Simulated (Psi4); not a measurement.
**A ladder of methods for CH3FGeS (SMILES C[S][Ge][F])**

CH3FGeS: 7 atoms, total charge 0, spin state singlet. SMILES: `C[S][Ge][F]`. The shape was relaxed beforehand at PBE0/def2-TZVP. This is one conformer, not always the lowest.

Each level gives the HOMO–LUMO gap (eV). The values are calculated.

```
                                 level                    kind  program  value (eV)
   PBE-D4/def2-TZVPP (density fitting)                     GGA     Psi4        3.36
r2SCAN-D4/def2-TZVPP (density fitting)                meta-GGA     Psi4        3.66
 B3LYP-D4/def2-TZVPP (density fitting)           global hybrid     Psi4        4.77
  PBE0-D4/def2-TZVPP (density fitting)           global hybrid     Psi4        5.17
  wB97M-V/def2-TZVPP (density fitting)  range-separated hybrid     Psi4        9.17
```

All-electron rows without a relativistic Hamiltonian named are non-relativistic. The values span 3.36 to 9.17 eV. Orbital gaps aren't excitation energies; they tend to grow with the share of exact exchange.

The connectivity describes a germylene: divalent germanium bound to fluorine and a methylthio group. In a singlet of this type, the HOMO is normally a germanium lone pair of strong 4s character, probably mixed here with sulfur 3p, and the LUMO is largely the empty germanium 4p orbital perpendicular to the bonding plane. Electron-withdrawing fluorine stabilises the lone pair, while π donation from sulfur and fluorine raises the empty p level, so both effects favour a sizeable gap.

Every level gives a clear gap, but its size is far less certain. The step from PBE0 to wB97M-V exceeds the whole spread among the other four functionals, probably because full exact exchange at long range moves the occupied and empty levels apart, towards electron removal and attachment energies. The wB97M-V value is therefore better read as an estimate of the fundamental gap than as a sign of unusual inertness. None of these gaps establishes that the singlet lies below the triplet.
